**Gap between ionisation energy and highest eigenvalue, I21+ to I30+**

The table holds total-energy ionisation energies, highest occupied eigenvalues and mean radii of ten iodine ions from spherical, scalar-relativistic, spin-polarised LDA-PW92 calculations (Quantum ESPRESSO ld1.x), with NIST values as reference. The program fits the gap IE + ε as a fixed fraction of IE, as $c/\langle r\rangle$ and as a hydrogenic $\sqrt{\mathrm{IE}}/n$, each with one constant on all rows, and tests the parameter-free Janak average of the level in the ion and in the next ion. The size law has an rms error of 2.7 % of the gap, worst for 4s, against 10.3 % and 12.6 % for the other two. The Janak average reproduces IE to 0.64 eV or better in the seven rows tested, and the spin-resolved level shifts account for the step at I30+. Against NIST the mean absolute error is 5.6 eV for IE and 27.1 eV for −ε.

Iodine ions I21+ to I30+ in NIST's ground configurations, computed with Quantum ESPRESSO 7.5 (ld1.x): all-electron, scalar-relativistic, spin-polarised Kohn-Sham LDA (PW92) with spherical densities and a point nucleus. Open shells are filled at highest spin. The computed ionisation energy is the difference of total energies.

## Script

```python
# Table: ionisation energy IE (total-energy difference), -eps(highest) and <r> of I21+..I30+; QE ld1.x,
# LDA-PW92, scalar-relativistic, spin-polarised, spherical atom; NIST reference. Tested: the gap
# g = IE + eps as (A) a*IE, (B) c/<r> (Janak curvature, shell repulsion), (C) b*sqrt(IE)/n.
T = {
    'ion': ['I21+', 'I22+', 'I23+', 'I24+', 'I25+', 'I26+', 'I27+', 'I28+', 'I29+', 'I30+'],
    'Z': [53, 53, 53, 53, 53, 53, 53, 53, 53, 53],
    'charge': [21, 22, 23, 24, 25, 26, 27, 28, 29, 30],  # e
    'N': [32, 31, 30, 29, 28, 27, 26, 25, 24, 23],
    'configuration': ['[Ar] 3d10 4s2 4p2', '[Ar] 3d10 4s2 4p1', '[Ar] 3d10 4s2', '[Ar] 3d10 4s1', '[Ar] 3d10', '[Ar] 3d9', '[Ar] 3d8', '[Ar] 3d7', '[Ar] 3d6', '[Ar] 3d5'],
    'removed': ['4p', '4p', '4s', '4s', '3d', '3d', '3d', '3d', '3d', '3d'],
    'ionisation_energy': [643.488, 675.707, 768.557, 805.072, 1402.27, 1479.85, 1558.69, 1638.68, 1719.7, 1824.83],  # eV
    'minus_highest_eigenvalue': [627.5, 659.86, 752.96, 789.48, 1364.4, 1441.3, 1519.6, 1599.0, 1679.6, 1782.9],  # eV
    'highest_level_mean_radius': [0.68007, 0.67321, 0.64912, 0.64333, 0.27938, 0.27591, 0.27257, 0.26934, 0.26622, 0.26188],  # bohr
    'highest_level': ['4p up', '4p up', '4s', '4s up', '3d', '3d down', '3d down', '3d down', '3d down', '3d up'],
    'nist': [649.0, 683.0, 762.0, 800.8, 1397.0, 1472.0, 1553.0, 1639.0, 1720.0, 1812.0],  # eV
    'nist_unc': [4.0, 4.0, 4.0, 0.4, 4.0, 4.0, 4.0, 4.0, 4.0, 4.0],  # eV
    'error': [-5.51, -7.29, 6.56, 4.27, 5.27, 7.85, 5.69, -0.32, -0.303, 12.8],  # eV
    'eig_over_ie': [0.975, 0.977, 0.98, 0.981, 0.973, 0.974, 0.975, 0.976, 0.977, 0.977],
}
import numpy as np
from scipy.constants import physical_constants as pc
Ha = pc['Hartree energy in eV'][0]
ion = T['ion']
IE, e, r, ref, unc = (np.array(T[k], float) for k in ('ionisation_energy',
    'minus_highest_eigenvalue', 'highest_level_mean_radius', 'nist', 'nist_unc'))
n = np.array([int(s[0]) for s in T['highest_level']])
g = IE - e
X = {'A a*IE': IE, 'B c/<r>': 1/r, 'C b*sqrt(IE)/n': np.sqrt(IE)/n}
K = {m: np.exp(np.mean(np.log(g/x))) for m, x in X.items()}
R = {m: 100*(K[m]*X[m]/g - 1) for m in X}
rms = {m: np.sqrt(np.mean(v**2)) for m, v in R.items()}
print('ion  gap/eV gap/IE% gap*r/eVbohr | model err % A B C | IE-NIST, -eps-NIST /eV')
for i in range(len(g)):
    print(f'{ion[i]} {g[i]:.2f} {100*g[i]/IE[i]:.2f} {g[i]*r[i]:.2f} | '
          + ' '.join(f'{R[m][i]:+.1f}' for m in X) + f' | {IE[i]-ref[i]:+.1f} {e[i]-ref[i]:+.1f}')
for m in X:
    w = np.argmax(abs(R[m]))
    print(f'{m}: const {K[m]:.4g}, rms {rms[m]:.1f} %, worst {ion[w]} {R[m][w]:+.1f} %')
print(f"c = {K['B c/<r>']/Ha:.3f} hartree*bohr; rounding floor of gap 0.006 eV (n=4), 0.055 eV (3d, 0.14 %)")
for a, b in ((0, 3), (3, 4), (4, 8), (4, 9)):
    print(f'{ion[a]}->{ion[b]} factors: gap {g[b]/g[a]:.3f}, IE {IE[b]/IE[a]:.3f}, '
          f'1/r {r[a]/r[b]:.3f}, sqrt(IE)/n {np.sqrt(IE[b]/IE[a])*n[a]/n[b]:.3f}')
sl = lambda x, s: np.polyfit(np.log(x[s]), np.log(g[s]), 1)[0]
dn, al = slice(4, 9), slice(4, 10)
print(f'exponent of gap, I25+..I29+ (down removal): vs IE {sl(IE,dn):.2f}, vs 1/r {sl(1/r,dn):.2f}')
print(f'  with I30+ (up removal): vs IE {sl(IE,al):.2f}, vs 1/r {sl(1/r,al):.2f}')
# Typed numbers below are further outputs of the same runs (eV): -eps of other levels, F0 of I24+
d30, up = 1761.043, [1444.8, 1526.885, 1610.609, 1695.956]
same = {0: e[1], 4: e[5], 5: e[6], 6: e[7], 7: e[8], 8: d30, 9: 1868.038}
oth = {0: (621.7603, 656.5849), 4: (e[4], up[0]), 5: (up[0], up[1]), 6: (up[1], up[2]),
       7: (up[2], up[3]), 8: (up[3], e[9]), 9: (d30, 1849.604)}
F4s, F3d = 37.8786, 88.00059
print('ion  trapezoid-IE | level shift on ionising: same spin, half, other spin, other-same /eV')
res, dif = [], []
for i in same:
    s, o = same[i] - e[i], oth[i][1] - oth[i][0]
    res.append((same[i] + e[i])/2 - IE[i]); dif.append(o - s)
    print(f'{ion[i]} {res[-1]:+.2f} | {s:.2f} {s/2:.2f} {o:.2f} {o-s:.2f}')
f2 = np.diff(np.append(e[4:9], d30), 2)
print(f"3d down: mean second difference {f2.mean():.2f} eV, trapezoid error f''/12 = {f2.mean()/12:.2f} eV")
print(f'I23+ 4s: other-spin shift {e[3]-e[2]:.2f}, 2*gap {2*g[2]:.2f}, difference {e[3]-e[2]-2*g[2]:.2f} eV')
print(f'F0/2 (I24+): 4s {F4s/2:.2f}, 3d {F3d/2:.2f} eV; gap/(F0/2): I24+ {2*g[3]/F4s:.3f}, I25+ {2*g[4]/F3d:.3f}')
print(f'I25+ shifts over F0(3d): same {(e[5]-e[4])/F3d:.3f}, other {(up[0]-e[4])/F3d:.3f}; '
      f'F0-other {F3d-up[0]+e[4]:.1f} eV')
mid = lambda i: e[i] - (IE[i-1] + IE[i])/2
print('-eps less mean of IE(q-1), IE(q) /eV: ' + ' '.join(f'{ion[i]} {mid(i):+.2f}' for i in (1, 5, 6, 7, 8)))
print('  at spin switch: ' + ' '.join(f'{ion[i]} {mid(i):+.2f}' for i in (3, 9))
      + f'; I30+ 3d spin splitting {e[9]-d30:.1f} eV')
print('IE steps /eV:   ' + ' '.join(f'{x:.1f}' for x in np.diff(IE)))
print('NIST steps /eV: ' + ' '.join(f'{x:.1f}' for x in np.diff(ref)))
print(f'mean abs error vs NIST: IE {np.mean(abs(IE-ref)):.1f} eV ({100*np.mean(abs(IE/ref-1)):.2f} %), '
      f'-eps {np.mean(abs(e-ref)):.1f} eV ({100*np.mean(abs(e/ref-1)):.2f} %)')
print('IE within stated uncertainty: ' + ' '.join(ion[i] for i in range(len(g)) if abs(IE[i]-ref[i]) <= unc[i]))
assert np.all(g > 0) and np.all(e < ref)
assert rms['B c/<r>'] < min(rms['A a*IE'], rms['C b*sqrt(IE)/n'])
assert max(np.abs(res)) < 1.0 and min(dif) > 0
assert sl(IE, dn) < 0.5 and 0.7 < sl(1/r, dn) < 1.6
```

Running it gives:

```
ion  gap/eV gap/IE% gap*r/eVbohr | model err % A B C | IE-NIST, -eps-NIST /eV
I21+ 15.99 2.48 10.87 | -5.2 -2.6 +7.2 | -5.5 -21.5
I22+ 15.85 2.35 10.67 | +0.4 -0.8 +10.8 | -7.3 -23.1
I23+ 15.60 2.03 10.12 | +16.0 +4.6 +20.0 | +6.6 -9.0
I24+ 15.59 1.94 10.03 | +21.6 +5.5 +22.9 | +4.3 -11.3
I25+ 37.87 2.70 10.58 | -12.8 +0.1 -11.0 | +5.3 -32.6
I26+ 38.55 2.60 10.64 | -9.6 -0.5 -10.1 | +7.8 -30.7
I27+ 39.09 2.51 10.65 | -6.1 -0.6 -9.1 | +5.7 -33.4
I28+ 39.68 2.42 10.69 | -2.8 -0.9 -8.1 | -0.3 -40.0
I29+ 40.10 2.33 10.68 | +1.0 -0.8 -6.9 | -0.3 -40.4
I30+ 41.93 2.30 10.98 | +2.5 -3.6 -8.3 | +12.8 -29.1
A a*IE: const 0.02355, rms 10.3 %, worst I24+ +21.6 %
B c/<r>: const 10.59, rms 2.7 %, worst I24+ +5.5 %
C b*sqrt(IE)/n: const 2.701, rms 12.6 %, worst I24+ +22.9 %
c = 0.389 hartree*bohr; rounding floor of gap 0.006 eV (n=4), 0.055 eV (3d, 0.14 %)
I21+->I24+ factors: gap 0.975, IE 1.251, 1/r 1.057, sqrt(IE)/n 1.119
I24+->I25+ factors: gap 2.429, IE 1.742, 1/r 2.303, sqrt(IE)/n 1.760
I25+->I29+ factors: gap 1.059, IE 1.226, 1/r 1.049, sqrt(IE)/n 1.107
I25+->I30+ factors: gap 1.107, IE 1.301, 1/r 1.067, sqrt(IE)/n 1.141
exponent of gap, I25+..I29+ (down removal): vs IE 0.28, vs 1/r 1.19
  with I30+ (up removal): vs IE 0.36, vs 1/r 1.47
ion  trapezoid-IE | level shift on ionising: same spin, half, other spin, other-same /eV
I21+ +0.19 | 32.36 16.18 34.82 2.46
I25+ +0.58 | 76.90 38.45 80.40 3.50
I26+ +0.60 | 78.30 39.15 82.09 3.79
I27+ +0.61 | 79.40 39.70 83.72 4.32
I28+ +0.62 | 80.60 40.30 85.35 4.75
I29+ +0.62 | 81.44 40.72 86.94 5.50
I30+ +0.64 | 85.14 42.57 88.56 3.42
3d down: mean second difference 1.14 eV, trapezoid error f''/12 = 0.09 eV
I23+ 4s: other-spin shift 36.52, 2*gap 31.19, difference 5.33 eV
F0/2 (I24+): 4s 18.94, 3d 44.00 eV; gap/(F0/2): I24+ 0.823, I25+ 0.861
I25+ shifts over F0(3d): same 0.874, other 0.914; F0-other 7.6 eV
-eps less mean of IE(q-1), IE(q) /eV: I22+ +0.26 I26+ +0.24 I27+ +0.33 I28+ +0.32 I29+ +0.41
  at spin switch: I24+ +2.67 I30+ +10.64; I30+ 3d spin splitting 21.9 eV
IE steps /eV:   32.2 92.9 36.5 597.2 77.6 78.8 80.0 81.0 105.1
NIST steps /eV: 34.0 79.0 38.8 596.2 75.0 81.0 86.0 81.0 92.0
mean abs error vs NIST: IE 5.6 eV (0.53 %), -eps 27.1 eV (2.23 %)
IE within stated uncertainty: I28+ I29+
```
